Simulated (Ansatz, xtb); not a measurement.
Relative energy of two isomers of C3H7NOSi

Structure a is `CO[Si@H](C)C#N`, a singlet and structure b is `CCO[SiH2]C#N`, a singlet. Both are isolated molecules in the gas phase, relaxed with r2SCAN-D4/def2-SVP; the shapes shown needn't be the lowest conformers.

a (Å):

```
atom    x (Å)    y (Å)    z (Å)
   C   2.8761   1.2621  -0.3473
   C  -0.1124  -1.2823   1.2178
   C  -0.4948   1.4100  -0.1343
   N  -1.1738   2.0495  -0.8328
   O   2.0696   0.1994   0.1252
  Si   0.6437   0.3846   0.9443
   H   3.2388   1.8976   0.4811
   H   3.7478   0.8310  -0.8609
   H   2.3270   1.8989  -1.0642
   H   0.8240   1.1767   2.1950
   H  -1.0865  -1.1931   1.7236
   H  -0.2649  -1.7951   0.2557
   H   0.5472  -1.9048   1.8424
```

b (Å):

```xyz
13

C     0.2092   -1.3309    1.7896
C     0.7218   -1.6410    0.4027
C     0.5620   -1.0056   -2.9595
N     1.0926   -0.1212   -3.5018
O    -0.3863   -1.9739   -0.4355
Si   -0.2640   -2.3970   -2.0255
H    -0.3183   -2.2008    2.2091
H     1.0441   -1.0705    2.4579
H    -0.4923   -0.4837    1.7585
H     1.2577   -0.7696   -0.0199
H     1.4362   -2.4870    0.4306
H     0.5881   -3.5989   -2.2458
H    -1.6326   -2.5666   -2.5618
```

Q: Which of the two would you expect CCSD(T)/def2-SVP + ΔMP2/def2-TZVPP electronic energies to favour?

A: Structure a; the calculation gives E(b) − E(a) = +9.5 kcal/mol.

How the difference moves with the method:

```json
{"level": "GFN2-xTB", "geometry": "GFN2-xTB", "E(b) − E(a) (kcal/mol)": "−8.3", "departure from the last row (kcal/mol)": "−17.7", "job, with rough time for the two": "optimisation, 0.37 s"}
{"level": "HF/STO-3G", "geometry": "GFN2-xTB", "E(b) − E(a) (kcal/mol)": "+11.1", "departure from the last row (kcal/mol)": "+1.7", "job, with rough time for the two": "single point, 0.96 s"}
{"level": "r2SCAN-D4/def2-SVP//GFN2-xTB", "geometry": "GFN2-xTB", "E(b) − E(a) (kcal/mol)": "+9.8", "departure from the last row (kcal/mol)": "+0.3", "job, with rough time for the two": "single point, 5.8 s"}
{"level": "r2SCAN-D4/def2-SVP", "geometry": "r2SCAN-D4/def2-SVP", "E(b) − E(a) (kcal/mol)": "+9.1", "departure from the last row (kcal/mol)": "−0.3", "job, with rough time for the two": "optimisation, 72 s"}
{"level": "HF/def2-SVP", "geometry": "r2SCAN-D4/def2-SVP", "E(b) − E(a) (kcal/mol)": "+7.5", "departure from the last row (kcal/mol)": "−1.9", "job, with rough time for the two": "part of the CCSD(T) run"}
{"level": "MP2/def2-SVP", "geometry": "r2SCAN-D4/def2-SVP", "E(b) − E(a) (kcal/mol)": "+7.6", "departure from the last row (kcal/mol)": "−1.9", "job, with rough time for the two": "part of the CCSD(T) run"}
{"level": "CCSD(T)/def2-SVP", "geometry": "r2SCAN-D4/def2-SVP", "E(b) − E(a) (kcal/mol)": "+6.8", "departure from the last row (kcal/mol)": "−2.6", "job, with rough time for the two": "single point"}
{"level": "CCSD(T)/def2-SVP + ΔMP2/def2-TZVPP", "geometry": "r2SCAN-D4/def2-SVP", "E(b) − E(a) (kcal/mol)": "+9.5", "departure from the last row (kcal/mol)": "", "job, with rough time for the two": "single point, 86 s"}
```

As drawn, b has 1 C–C, 1 Si–H in place of 1 C–Si, 1 C–H.

GFN2-xTB puts the two in the other order. The largest departure from CCSD(T)/def2-SVP + ΔMP2/def2-TZVPP is that of GFN2-xTB, 17.7 kcal/mol. The last row adds to CCSD(T) the change of the MP2 difference between the two basis sets, here +2.6 kcal/mol.

With thermal terms from frequencies at re-optimised GFN2-xTB minima (ideal gas, soft modes damped towards free rotors, one conformer each, 298.15 K, 1 atm): on the last row, ΔE + ΔZPE = +9.0, ΔH = +8.6, ΔG = +9.6 kcal/mol.

The correlated steps freeze 10 core orbitals. Mirror images aren't counted in ΔG. Run with Ansatz 0.2.0, xtb 6.7.1; the last row on 2 threads of Intel(R) Xeon(R) Processor @ 2.70GHz on a shared host.

The preference for the methoxy(methyl)silyl cyanide, a, follows from the bond exchange. Going to b trades a C–H bond for a weaker, hydridic Si–H bond, and the C–C bond gained in place of C–Si doesn't make up for it. The polar Si–C bond, on a silicon already carrying oxygen and cyanide, probably adds to the preference.

Hartree–Fock already gives most of the gap, and in the same basis MP2 and CCSD(T) barely move it, as expected when both isomers are closed-shell and keep the Si–O and Si–CN linkages. Enlarging the basis matters more than the correlation treatment, probably because polarised bonds at silicon need flexible functions. The reversed order from GFN2-xTB lies in its energy, not its geometry: r2SCAN-D4 on the same structures gives +9.8 kcal/mol. An imbalance in its parametrised silicon and carbon bond energies is the likely cause. Thermal terms leave the order intact, but the preference is thermodynamic and says nothing about the barrier to interconversion.
